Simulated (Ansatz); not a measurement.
# LaP: pressure against volume scale

Periodic Kohn-Sham DFT of a crystal at fixed atoms, scaled to volume_scale times the given cell; pressure positive in compression, energy less spherical unpolarised free atoms, largest_vzz the field gradient of largest size among the nuclei. The results are calculated, by Ansatz 0.2.0.

The cell before it is scaled or strained (space group Fm-3m, No. 225):
```
cell vectors (Å)
   0.0000     3.0125     3.0125
   3.0125     0.0000     3.0125
   3.0125     3.0125     0.0000
atoms (fractions of the cell vectors)
La  0.00000  0.00000  0.00000
P   0.50000  0.50000  0.50000
```

Settings of every row: method all-electron PAW; functional LDA; relativity scalar; k mesh 10x10x10; filling fermi-dirac; smearing width 0.03 eV; nucleus gaussian.

Atom start moment: 0 on all atoms.

Limits: no spin-orbit coupling on heavy atoms.

| row | volume scale | V (Å³/atom) | pressure (GPa) |
| --- | --- | --- | --- |
| 1 | 0.94 | 25.699 | 1.616 |
| 2 | 0.96 | 26.245 | -0.167 |
| 3 | 0.98 | 26.792 | -1.769 |
| 4 | 0.99 | 27.066 | -2.506 |
| 5 | 1 | 27.339 | -3.206 |
| 6 | 1.01 | 27.612 | -3.87 |
| 7 | 1.02 | 27.886 | ? |
| 8 | 1.04 | 28.432 | -5.671 |
| 9 | 1.06 | 28.979 | -6.728 |

Question: what pressure should row 7 give?

Worked fit of pressure. Take u = (V_r/V)^(2/3) − 1 with V_r = 27.203 Å³ an atom, which is twice the finite (Eulerian) strain; such expansions in the strain, on which the Birch-Murnaghan equation of state is built, carry the rest volume and the bulk modulus. The shown rows have u = 0.03864, 0.02419, 0.0102, 0.00337, -0.00332, -0.0099, -0.02903, -0.04129. Least squares give pressure = −2.8628 + 104.459 × u + 279.84 × u² + 422 × u³ GPa; a parabola predicts inner rows, each left out in turn, worse (root mean square 0.0065 against 0.0016 GPa). The rows lie off it by 0.000, -0.001, -0.001, 0.002, 0.001, 0.000, -0.001, 0.001. The pressure vanishes at u = 0.0256, or V = 26.19 Å³ an atom, and there the bulk modulus at fixed shape and fractions is B = −V dP/dV = (2/3)(1 + u) dP/du = 81.8 GPa. The withheld row has u = -0.0164, so the fit gives −2.8628 + 104.459 × (-0.0164) + 279.84 × (-0.0164)² + 422 × (-0.0164)³ = -4.503 GPa.

The calculation gave -4.501 GPa. The fit lies 0.002 GPa (0.024 % of the column's range) below it; its largest miss of a shown row is 0.002 GPa.
